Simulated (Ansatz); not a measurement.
## A film clamped to a substrate in Si

Computed with DFT LDA, scalar-relativistic, plane waves, PAW (Ansatz 0.2.0). The runs took a 420 eV cutoff, a Γ-centred 10×10×10 mesh and Gaussian smearing (0.03 eV). No spin polarisation. Energies are free energies at this smearing, counted from the undisturbed cell; pressure is positive in compression.

Zero of the scan (relaxed at this level; this form isn't the usual structure):

```
Si
1.0
    -3.30127    3.30127    1.90836
     3.30127   -3.30127    1.90836
     3.30127    3.30127   -1.90836
Si
4
Direct
  0.17884 0.17884 0.35769
  0.82116 0.82116 0.64231
  0.17884 0.82116 0.00000
  0.82116 0.17884 0.00000
```

The cell (4 atoms, V0 = 83.19 Å³) is strained by p along both x and y and by q along z, fractional coordinates fixed. τp = (1/V0) ∂E/∂p = (σxx + σyy)(1 + p)(1 + q) and τq = (1/V0) ∂E/∂q = σzz(1 + p)², with tension positive.

| p | q | ΔE (meV/atom) | τp (GPa) | τq (GPa) |
| --- | --- | --- | --- | --- |
| 0.000 | 0.000 | 0.00 | -0.08 | 0.03 |
| -0.015 | 0.000 | 7.26 | -7.52 | -0.90 |
| 0.015 | 0.000 | 6.36 | 6.48 | 0.88 |
| 0.000 | -0.015 | 3.24 | -1.02 | -3.42 |
| 0.000 | 0.015 | 3.15 | 0.76 | 3.14 |

Get the second derivatives of the energy density.

Central differences give A = ∂τp/∂p = 466 GPa (C11 + C22 + 2 C12), C = ∂τq/∂q = 219 GPa (C33) and the cross term B = ∂τq/∂p = 60 GPa (C13 + C23); ∂τp/∂q = 59 GPa must equal B, and any difference shows higher-order terms. The ions are clamped.

A film of this crystal grows with z along the normal on a substrate that imposes p. How does its thickness respond, and what does the misfit cost?

Count p and q from the stress-free cell. A free surface needs τq = 0, so q = −(B/C) p = -0.27 p. The energy density left is (A − B²/C) p²/2 = M p², with the biaxial modulus M = 225 GPa; a misfit of 1 % costs 2.92 meV/atom, against 3.03 meV/atom if the thickness were held.

At p = 0.030 the energies along q are 31.1 (q = -0.030), 24.6 (q = -0.015), 24.7 (q = 0.000), 30.8 (q = 0.015), 42.4 (q = 0.030) meV/atom.

Does the linear rule hold at this misfit?

A parabola through the lowest point and its neighbours has its minimum at q = -0.008, 23.8 meV/atom. With the stress left in the starting cell, τp0 and τq0, linear elasticity gives q = −(τq0 + Bp)/C = -0.008 and E = V0(τp0 p + τq0 q + Ap²/2 + Bpq + Cq²/2)/N = 25.9 meV/atom. The two agree within a tenth in energy.

Forces appear on the atoms along this scan, and letting them relax would lower the energy and soften the response. The gap closes along the scan, which can put kinks into the curve.

The film's thickness barely follows the misfit: freeing it lowers the cost of a 1 % strain only from 3.03 to 2.92 meV/atom. The cell is a fourfold-coordinated network of flat four-membered rings in the xy plane, joined by bonds inclined to z. In-plane strain therefore loads the ring bonds directly, while coupling to the thickness runs through the inclined links.

The contraction ratio of 0.27 is well below that of diamond silicon on a (001) substrate, and the fixed coordinates are probably a large part of the reason. In diamond, symmetry forbids internal displacements under this strain; here the ring size is free to change. Rings that shrink back under in-plane tension would tilt the links and draw the layers together, so relaxation should strengthen the contraction as well as soften the film.

At p = 0.030 the linear rule gives the thickness well but overestimates the energy, in line with covalent bonds that weaken on stretching and stiffen on compression. The elastic cost alone doesn't show that a substrate would stabilise this form against diamond silicon.
